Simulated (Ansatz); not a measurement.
**Ligand exchange: CH3K + GeH3(SH) → KSH + GeH3(CH3)**

Gas-phase species: CH3K `[CH3][K]`, singlet; GeH3(SH), singlet; KSH `[SH][K]`, singlet; GeH3(CH3) (methyl germane), singlet. The partners trade CH3 for SH: K–CH3 and Ge–SH bonds give way to K–SH and Ge–CH3.

Shapes, held fixed at every level: PBE0-D4/def2-TZVP. Programs: Ansatz 0.2.0. The zero-point and thermal change to 298 K, harmonic and unscaled (PBE0-D4/def2-TZVP), is +6.0 kJ/mol.

(1) Estimate ΔH(298 K) of this reaction.

Results:

(1) The highest level, CCSD(T)/def2-TZVPP, gives ΔH(298 K) = -161.6 kJ/mol; the levels span -185.2 to -148.2. The column of differences is taken from that level and isn't an error. No measured value is set beside it here. Relativity is left out for Ge. Outer-core shells of Ge, K are correlated, in sets that cover them unevenly.

```tsv
level	kind	ΔH(298 K) (kJ/mol)	less CCSD(T)/def2-TZVPP
HF/def2-SVP	Hartree–Fock	-185.2	-23.6
SPW92/def2-TZVPP	LDA	-148.2	+13.4
BHLYP-D4/def2-TZVPP	global hybrid	-167.1	-5.5
MP2/def2-TZVPP	perturbation theory	-163.5	-1.9
CCSD(T)/def2-SVP	coupled cluster or CI	-156.4	+5.2
CCSD/def2-SVP	coupled cluster or CI	-160.3	+1.3
CCSD/def2-TZVPP	coupled cluster or CI	-166.1	-4.5
CCSD(T)/def2-TZVPP	coupled cluster or CI	-161.6	0.0
```

The exchange is strongly exothermic at every level, -161.6 kJ/mol at the highest, so its direction doesn't depend on the treatment of correlation. The driving force lies mainly in the potassium partner. K–CH3 and K–SH are both strongly ionic, and the negative charge is far better accommodated on sulfur than on a methyl carbon, as the weak basicity of hydrosulfide beside that of a carbanion shows. Germanium forms fairly covalent bonds to both groups, so trading Ge–S for Ge–C probably matters less than moving the anionic charge from carbon to sulfur.

In the smaller basis, correlation makes the reaction markedly less exothermic than Hartree–Fock does, and triples continue that shift in both basis sets. Enlarging the basis acts the other way, so the closeness of CCSD/def2-SVP to the highest level reflects cancellation rather than convergence. The value describes isolated molecules and can't be carried over to the solids, where the lattice energies of the two potassium compounds also enter.
